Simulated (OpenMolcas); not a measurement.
**GaH2O2F (SMILES [OH][Ga]([OH])[F]): methods side by side**

GaH2O2F has 6 atoms, charge 0, and is taken as a singlet. SMILES: `[OH][Ga]([OH])[F]`. The coordinates come from a PBE0-D4/def2-TZVP relaxation. This is one conformer, not always the lowest.

```xyz
6

O    -0.2972    1.3510   -0.5748
Ga   -0.0682   -0.3424   -0.1176
O     0.7944   -0.8423    1.3353
F    -0.7226   -1.5888   -1.1448
H    -0.7888    1.4590   -1.3928
H     1.1242   -0.1004    1.8485
```

Each level gives the dipole moment (D). The values are calculated.

```tsv
level	kind	program	value (D)
SVWN5/6-31G* (spherical functions)	LDA	OpenMolcas	2.00
PBE/6-31G* (spherical functions)	GGA	OpenMolcas	1.91
revPBE/6-31G* (spherical functions)	GGA	OpenMolcas	1.89
M06-L/6-31G* (spherical functions)	meta-GGA	OpenMolcas	1.98
TPSS/6-31G* (spherical functions)	meta-GGA	OpenMolcas	1.91
r2SCAN/6-31G* (spherical functions)	meta-GGA	OpenMolcas	1.97
B3LYP/6-31G* (spherical functions)	global hybrid	OpenMolcas	1.96
PBE0/6-31G* (spherical functions)	global hybrid	OpenMolcas	1.97
```

All-electron rows without a relativistic Hamiltonian named are non-relativistic. The values span 1.89 to 2.00 D. Magnitudes only.

The dipole moment depends little on the functional, and its order does not follow the rungs of approximation: the LDA gives the largest value, 2.00 D, and revPBE the smallest, 1.89 D. PBE0 lies above PBE, but M06-L and r2SCAN reach similar values without exact exchange, so the latter is not needed for a larger dipole; the differences probably reflect small shifts of charge along the polar Ga–O and Ga–F bonds.

The moment itself follows from the shape of the molecule. Gallium(III) sits in a nearly planar trigonal environment, where three strongly polar bonds largely cancel. The hydroxyl hydrogens point the same way around the ring of ligands, an arrangement that would leave no net dipole if all three ligands were OH. Fluorine has no hydrogen to complete the pattern, which suggests that the uncompensated O–H contributions supply much of the moment.

The close agreement does not establish the absolute value, since every level shares a small basis without diffuse functions, to which the lone pairs on oxygen and fluorine are sensitive.
